\textbf{Student.} I drew the three-loop self-energy graphs for the hydrogen Lamb shift twice. The first list had nine proper graphs and the second had eleven. How do I know when a list is complete?

\textbf{Lecturer.} You let an ordinary integral do the Wick contractions; the method is that of Cvitanovi\'c, Lautrup and Pearson (1978). Units are $\hbar=c=1$, $\alpha=e^2/4\pi$. There are three premises. First, the theory is spinor QED in a covariant gauge: one vertex $e\,\bar\psi\gamma^\mu\psi A_\mu$, one photon propagator, no counterterm vertices. Second, a graph is a topologically distinct Wick contraction with directed lepton lines; a mirror image, or a graph with a reversed loop, counts separately unless it coincides with the original. Third, order $\alpha^n$ means $n$ internal photon lines, with the $e$ of an external photon vertex stripped off. To count, set every propagator and vertex to one and drop the $-1$ of each closed lepton loop. A field theory on a single point does exactly this:
\begin{equation}
Z=\int\!\frac{dA}{\sqrt{2\pi}}\,e^{-A^2/2}\int\!\frac{d^2\psi}{\pi}\,e^{-\psi^*\psi+eA\,\psi^*\psi},
\label{eq:Z}
\end{equation}
with $A$ real and $\psi$ a commuting complex number. I write $g=e^2$, and $g^n$ marks order $\alpha^n$.

\textbf{Student.} Two objections. The $\psi$ integral diverges once $eA>1$. And a Feynman expansion gives graphs with symmetry factors, not integers.

\textbf{Lecturer.} Both are fair. Equation \eqref{eq:Z} is read as a formal power series: expand in $e$ and integrate each term, a polynomial times a Gaussian. Every step below is an identity order by order. As for the weights, the term with $V$ vertices carries $1/V!$ and a sum over all contractions of $V$ labelled vertices. The $V!$ relabellings permute these contractions, and a graph $G$ corresponds to $V!/|\mathrm{Aut}\,G|$ of them, so its weight is $1/|\mathrm{Aut}\,G|$. Take a connected graph with an external leg. An automorphism fixes that leg and hence its vertex. Each vertex has three distinguishable legs, lepton in, lepton out and photon, so a fixed vertex fixes its neighbours, and connectedness fixes everything. The weight is one. Only vacuum bubbles carry fractions, and they cancel on division by $Z$.

\textbf{Student.} Then do the $\psi$ integral.

\textbf{Lecturer.} With $b=1-eA$, polar coordinates give $\int d^2\psi\,e^{-b|\psi|^2}/\pi=1/b$ and $\int d^2\psi\,|\psi|^2e^{-b|\psi|^2}/\pi=1/b^2$. The ratio $1/b=\sum_k(eA)^k$ is the open lepton line with any number of vertices. The common factor collects the closed loops:
\begin{equation}
\frac{1}{1-eA}=\exp\sum_{k\ge1}\frac{(eA)^k}{k}.
\label{eq:loop}
\end{equation}
Here $1/k=(k-1)!/k!$, since $k$ labelled vertices have $(k-1)!$ directed cyclic orders. Raising \eqref{eq:loop} to a power $N$ gives each loop a weight $N$, so the coefficient of $N^l$ counts graphs with $l$ lepton loops; $N=0$ has none and $N=1$ is QED with one lepton. Now Furry's theorem. Charge conjugation shows that reversing a loop with $k$ photon vertices multiplies its value by $(-1)^k$. Reversal permutes the $(k-1)!$ orders, so for odd $k$ their sum equals minus itself and vanishes. We therefore delete odd $k$:
\begin{equation}
\exp\Big[N\sum_{j\ge1}\frac{(eA)^{2j}}{2j}\Big]=(1-gA^2)^{-N/2}.
\end{equation}
All averages are from now on
\begin{equation}
\langle f\rangle=\frac{\int dA\,f\,w}{\int dA\,w},\qquad w=e^{-A^2/2}(1-gA^2)^{-N/2}.
\label{eq:avg}
\end{equation}
For $g<0$ these integrals converge, and the identities below then hold as exact statements about functions.

\textbf{Student.} And the propagator is the average of the open line.

\textbf{Lecturer.} Yes. As $w$ is even, only the even part of $1/(1-eA)$ survives:
\begin{equation}
S(g)=\Big\langle\frac{1}{1-eA}\Big\rangle=\Big\langle\frac{1}{1-gA^2}\Big\rangle=\sum_n s_ng^n .
\end{equation}
For $N=0$, $s_n=\langle A^{2n}\rangle=(2n-1)!!$: the first of $2n$ vertices picks its partner in $2n-1$ ways, the next free one in $2n-3$, and so on. For general $N$ we need one tool. From $\int (fw)'\,dA=0$ and $w'/w=-A+NgA/(1-gA^2)$,
\begin{equation}
\langle Af\rangle=\langle f'\rangle+N\Big\langle\frac{gA\,f}{1-gA^2}\Big\rangle .
\label{eq:SD}
\end{equation}
Put $f=A$. Since $gA^2/(1-gA^2)=1/(1-gA^2)-1$, the full photon propagator is
\begin{equation}
D=\langle A^2\rangle=1+N(S-1).
\label{eq:D}
\end{equation}
Next put $f=A/(1-gA^2)$ and define $T=\langle(1-gA^2)^{-2}\rangle$, so that $\langle gA^2(1-gA^2)^{-2}\rangle=T-S$. The left side of \eqref{eq:SD} is $(S-1)/g$. The derivative $f'=(1-gA^2)^{-1}+2gA^2(1-gA^2)^{-2}$ averages to $S+2(T-S)$, and the last term is $N(T-S)$:
\begin{equation}
\frac{S-1}{g}=S+(N+2)(T-S).
\label{eq:T1}
\end{equation}
To remove $T$, differentiate $S$ with respect to $g$. The numerator of \eqref{eq:avg} holds $(1-gA^2)^{-1-N/2}$ and the denominator $(1-gA^2)^{-N/2}$, so
\begin{equation}
gS'=\Big(1+\frac N2\Big)(T-S)-\frac N2\,S(S-1).
\label{eq:T2}
\end{equation}
Twice \eqref{eq:T2} gives $(N+2)(T-S)=2gS'+NS(S-1)$, and \eqref{eq:T1} becomes
\begin{equation}
S=1+gS+2g^2S'+Ng\,S(S-1).
\label{eq:S}
\end{equation}
At $N=0$ the coefficient of $g^n$ reads $s_n=s_{n-1}+2(n-1)s_{n-1}=(2n-1)s_{n-1}$, as it must.

\textbf{Student.} That includes chains of self-energies. I want the proper graphs, and ``proper'' should mean that no single cut disconnects them, photon lines included.

\textbf{Lecturer.} Consider a line whose cut splits a propagator graph in two. If it is a photon line, charge conservation puts both external legs on one side. The other side has only closed loops and one photon leg, so its vertex number, one plus twice its internal photons, is odd; it contains an odd loop and has been deleted. If it is a lepton line, charge conservation puts one external leg on each side. So every graph is a unique chain of proper pieces along the open line, $S=1+\Sigma+\Sigma^2+\dots=1/(1-\Sigma)$. Insert $S-1=\Sigma S$ and $S'=\Sigma'S^2$ in \eqref{eq:S} and multiply by $(1-\Sigma)^2$:
\begin{equation}
\Sigma(1-\Sigma)=g(1-\Sigma)+2g^2\Sigma'+Ng\,\Sigma .
\label{eq:Sig}
\end{equation}
With $\Sigma=\sum_n\sigma_ng^n$ this gives $\sigma_1=1$ and, for $n\ge2$,
\begin{equation}
\sigma_n=(2n-3+N)\,\sigma_{n-1}+\sum_{i=1}^{n-1}\sigma_i\,\sigma_{n-i},
\label{eq:rec}
\end{equation}
because $2(n-1)-1+N=2n-3+N$. Work it out.

\textbf{Student.} $\sigma_2=(1+N)+1=2+N$ and $\sigma_3=(3+N)\sigma_2+2\sigma_2=10+7N+N^2$. For $N=0$ I continue with $\sigma_4=5\cdot10+2\cdot10+2^2=74$ and $\sigma_5=7\cdot74+2\cdot74+2\cdot2\cdot10=706$. For $N=1$, $\sigma_2=3$, $\sigma_3=18$, $\sigma_4=6\cdot18+2\cdot18+3^2=153$, $\sigma_5=8\cdot153+2\cdot153+2\cdot3\cdot18=1638$. So ten was the number, and both my lists were wrong. What about the vertex?

\textbf{Lecturer.} Add a source, $w\to we^{JA}$, and differentiate $S$ at $J=0$. Since $\langle A\rangle=0$, the connected three-point function is
\begin{equation}
G_3=\Big\langle\frac{A}{1-eA}\Big\rangle=\frac1e\Big\langle\frac{1}{1-eA}-1\Big\rangle=\frac{S-1}{e}.
\end{equation}
A cut that splits a three-point graph leaves a side with no external leg, which is the deleted tadpole, or a side with one leg, which is a propagator correction. Hence $G_3=e\,S\,\Gamma\,S\,D$ with $\Gamma=1+\sum_n\gamma_ng^n$ proper in all three legs. Dividing by $S$ gives Dyson's equation $\Sigma=g\,\Gamma SD$. From \eqref{eq:D}, $D=[1+(N-1)\Sigma]/(1-\Sigma)$, and \eqref{eq:Sig} says $\Sigma(1-\Sigma)/g=1+(N-1)\Sigma+2g\Sigma'$. Therefore
\begin{equation}
\Gamma=\frac{\Sigma(1-\Sigma)^2}{g\,[1+(N-1)\Sigma]}=(1-\Sigma)\Big[1+\frac{2g\Sigma'}{1+(N-1)\Sigma}\Big].
\label{eq:Gam}
\end{equation}
For $N=0$ this is $\Gamma=1-\Sigma+2g\Sigma'$, that is
\begin{equation}
\gamma_n=(2n-1)\,\sigma_n\qquad(N=0),
\label{eq:quench}
\end{equation}
which is what you get by attaching the external photon to each of the $2n-1$ internal electron lines. For $N=1$ it is
\begin{equation}
\Gamma=(1-\Sigma)(1+2g\Sigma'),\qquad 1+2g\Sigma'=1+2g+12g^2+108g^3+1224g^4+16380g^5+\dots
\label{eq:full}
\end{equation}
Multiplying out, $\gamma_1=2-1=1$, $\gamma_2=12-2-3=7$, $\gamma_3=108-12-3\cdot2-18=72$, $\gamma_4=1224-108-3\cdot12-18\cdot2-153=891$, and
\begin{equation}
\gamma_5=16380-1224-3\cdot108-18\cdot12-153\cdot2-1638=12672 .
\end{equation}
The proper polarisation follows from $D=1/(1-\Pi)$: $\Pi=N\Sigma/[1+(N-1)\Sigma]$, so for $N=1$ we have $D=S$ and $\Pi=\Sigma$. Collected:
\begin{center}
\begin{tabular}{lrrrrr}
$n$ & 1 & 2 & 3 & 4 & 5\\ \hline
$s_n$, $N=0$ & 1 & 3 & 15 & 105 & 945\\
$\sigma_n$, $N=0$ & 1 & 2 & 10 & 74 & 706\\
$\gamma_n$, $N=0$ & 1 & 6 & 50 & 518 & 6354\\
$s_n$, $N=1$ & 1 & 4 & 25 & 208 & 2146\\
$\sigma_n=\pi_n$, $N=1$ & 1 & 3 & 18 & 153 & 1638\\
$\gamma_n$, $N=1$ & 1 & 7 & 72 & 891 & 12672
\end{tabular}
\end{center}

\textbf{Student.} I do not trust the last row. Any self-energy graph of order $\alpha^n$ has $2n$ vertices, each with an outgoing lepton line, one of them external, so $2n-1$ internal lepton lines, loops or no loops. Your own insertion argument then gives $5\cdot18=90$, not 72.

\textbf{Lecturer.} Your line count is right; the insertion argument fails twice, in opposite directions. Sort the 18 graphs by $10+7N+N^2$. Ten have no loop and 5 open lines each. The $7N$ are 4 graphs in which a bubble sits on one of the two photons of one of the two loop-free two-loop graphs, with 3 open lines and 2 loop lines each, and 3 graphs in which the two-loop polarisation sits in the one-loop graph, with 1 open line and 4 loop lines each. The $N^2$ graph has two bubbles in a row, 1 open line and 4 loop lines. Insertions on the open line number $50+12+3+1=66$. Insertions on loops number $8+12+4=24$, which completes your 90, but each makes an even loop odd and is deleted. Conversely, the self-energy with a triangle loop joined by three photons to the open line, in 2 orientations, was deleted, yet an insertion in any of its 3 loop lines gives a four-vertex loop: the 6 light-by-light graphs. So $66+6=72$. Expanding \eqref{eq:Gam} in $g$ at general $N$ gives $\gamma_2=6+N$ and $\gamma_3=50+21N+N^2$, and indeed $21=12+3+6$.

\textbf{Student.} All this is for a free electron. Mine is bound.

\textbf{Lecturer.} Treat the nucleus as a static source. There are two ways to draw. In the Furry picture every lepton line is the Dirac--Coulomb propagator. Alternatively each such line is expanded in free propagators and Coulomb vertices. For graphs without lepton loops the expansion is a shift $eA\to eA+x$, with $x$ marking a Coulomb vertex. Write $S_0$ and $\Sigma_0$ for the $N=0$ series. Then
\begin{equation}
S_0(g,x)=\Big\langle\frac{1}{1-x-eA}\Big\rangle=\frac{1}{1-x}\,S_0\Big(\frac{g}{(1-x)^2}\Big),
\end{equation}
and the definition $1/S_0(g,x)=1-x-\Sigma_0(g,x)$ yields
\begin{equation}
\Sigma_0(g,x)=(1-x)\,\Sigma_0\Big(\frac{g}{(1-x)^2}\Big)=\sum_{n,k}\sigma_n\binom{2n-2+k}{k}g^nx^k,
\label{eq:pot}
\end{equation}
using the series of $(1-x)^{-(2n-1)}$. The $k=1$ term is \eqref{eq:quench} again: one-potential graphs are vertex graphs.

\textbf{Student.} And with loops I use the $N=1$ rows.

\textbf{Lecturer.} Not in the Furry picture. Charge conjugation reverses the sign of the nuclear field, so a loop of bound propagators with an odd number of radiative photons survives through its terms odd in $Z\alpha$; the tadpole is the vacuum-polarisation potential. The weight goes back to \eqref{eq:loop}. With $\langle\ \rangle_0$ the Gaussian average,
\begin{equation}
S_F=\frac{\langle(1-eA)^{-N-1}\rangle_0}{\langle(1-eA)^{-N}\rangle_0},\qquad
\langle(1-eA)^{-a}\rangle_0=\sum_k\frac{a(a+1)\cdots(a+2k-1)}{(2k)!}\,(2k-1)!!\,g^k .
\end{equation}
Dividing the two series,
\begin{equation}
S_F=1+(1+N)g+(3+5N+2N^2)g^2+(15+32N+22N^2+5N^3)g^3+\dots
\label{eq:SF}
\end{equation}
For $N=1$ there is a closed form. The numerator is $\sum_k(2k+1)(2k-1)!!\,g^k=S_0+2gS_0'=(S_0-1)/g$ by \eqref{eq:S} at $N=0$, and the denominator is $S_0$, so $S_F=\Sigma_0/g=1+2g+10g^2+74g^3+\dots$ These are all connected graphs on the bound line, proper or not.

\textbf{Student.} Before numbers, tell me where all this stops being true.

\textbf{Lecturer.} The counts are exact integers at every order, under the premises. They change if the premises change. A seagull vertex, as in scalar QED, needs another integrand. Splitting each photon into a Coulomb and a transverse part multiplies a count by $2^n$, and time-ordered graphs are more numerous again. Counterterm graphs are not included, nor recoil graphs with a dynamical nucleus, nor hadronic loops. Several leptons are covered by taking $N$ as their number. The Furry weight in \eqref{eq:avg} holds for free loops only. Both orientations of a loop and both mirror images are counted, although their values are related, so the number of independent integrals is smaller. The series themselves have zero radius of convergence, since $s_{n}/s_{n-1}=2n-1$ grows without bound. At high order proper graphs dominate: $S=1+\Sigma S$ gives $\sigma_n=s_n-\sum_{i=1}^{n-1}\sigma_is_{n-i}$, whose end terms make $\sigma_n/s_n=1-2/(2n-1)+O(n^{-2})$ for $N=0$; at $n=5$ this is 0.778 against the exact $706/945=0.747$. The counting depends only on the vertex, so the $N=0$ rows also hold for one electron in an empty conduction band coupled linearly to phonons, as for the polaron in GaAs, where closed electron loops vanish. Above all, signs, spinor algebra and momentum integrals were discarded, so a count says nothing about a magnitude.

\textbf{Student.} Then take hydrogen 1S, two and three loops.

\textbf{Lecturer.} Name a loop-free graph by the order in which photons $a,b,c$ meet the electron line. At two loops $s_2=3$: the nested $abba$, the overlapping $abab$, and the loop-after-loop $aabb$. The first two are $\sigma_2=2$. The third enters the level shift as second-order perturbation theory in the one-loop operator: a sum over intermediate states other than the reference state, plus the term $\langle\Sigma_1\rangle\langle\partial\Sigma_1/\partial E\rangle$ left by the reference state. At three loops the chain expansion gives $15=10+2\cdot1\cdot2+1$, and the ten proper words are
\begin{equation*}
abacbc,\ abcabc,\ abccab,\ abbcca,\ abcbca,\ abccba;\quad abaccb,\ abbcac;\quad abcacb,\ abcbac .
\end{equation*}
The first six equal their mirror images and the last four form two mirror pairs. Time reversal maps a graph on its mirror image and the state on the one with opposite $m_j$, which by rotational invariance has the same shift, so 8 different matrix elements remain.

\textbf{Student.} That explains my nine: I had dropped one mirror partner. Check the bound-line count with loops the same way.

\textbf{Lecturer.} At two loops \eqref{eq:SF} demands $3+5+2=10$. Three are the pure self-energy graphs. With one lepton loop there are the tadpole before, inside and after the self-energy, the bubble in the self-energy photon, and the tadpole with a photon across its own loop: 5. With two loops there are two tadpoles on the line, and a tadpole hanging on a tadpole: 2. The summary is
\begin{center}
\begin{tabular}{lrr}
 & two loops & three loops\\ \hline
loop-free graphs on the bound line & 3 & 15\\
of these proper & 2 & 10\\
proper, mirror pairs merged & 2 & 8\\
proper, one Coulomb vertex & 6 & 50\\
proper, two Coulomb vertices & 12 & 150\\
all Furry-picture graphs & 10 & 74\\
free vertex, with lepton loops & 7 & 72\\
free proper polarisation & 3 & 18
\end{tabular}
\end{center}
where \eqref{eq:pot} gave $2\binom42=12$ and $10\binom62=150$.

\textbf{Student.} Which rows does the leading term need, and how large is it?

\textbf{Lecturer.} I take one standard result without proof: at two and three loops the term of order $(Z\alpha)^4$ is fixed by the slope of the Dirac form factor, the Pauli form factor and the slope of the polarisation function at zero momentum transfer. These come from the last two rows, $7+3=10$ graphs and $72+18=90$ graphs, plus renormalisation terms; that the totals repeat numbers met earlier is an accident. For 1S write the term as $C_n(\alpha/\pi)^n(Z\alpha)^4mc^2$. With $Z=1$ and an infinitely heavy nucleus, $\alpha^4mc^2/h=350.4$ GHz and $\alpha/\pi=2.3228\times10^{-3}$, so the unit is 1.89 MHz at two loops and 4.39 kHz at three. The reduced mass, entering cubed through the density at the nucleus, lowers these by the fraction $3m/m_p=1.6\times10^{-3}$. The next two-loop order has the unit $(\alpha/\pi)^2(Z\alpha)^5mc^2/h=13.8$ kHz, which is $\pi$ times the three-loop unit. So the 72 three-loop vertex graphs cannot be used without the two-loop graphs with two Coulomb vertices, of which the proper loop-free self-energy alone supplies 12.

\textbf{Student.} Let me try anyway. One unit per graph gives $10\times1.89=18.9$ MHz and $90\times4.39=395$ kHz.

\textbf{Lecturer.} Those are the numbers of the one-unit-per-graph model, not of hydrogen. As typical knowledge, the 1S coefficients are roughly $C_2\approx0.5$ and $C_3\approx0.4$, so the model is too high by a factor of about 20 at two loops and by more than two orders of magnitude at three. Single graphs are divergent, gauge dependent and of either sign, and the sum cancels strongly. What the integral delivers exactly is the size of the list: for the pure self-energy, 3 graphs with 2 proper at two loops, and 15 graphs with 10 proper, 8 of them independent, at three.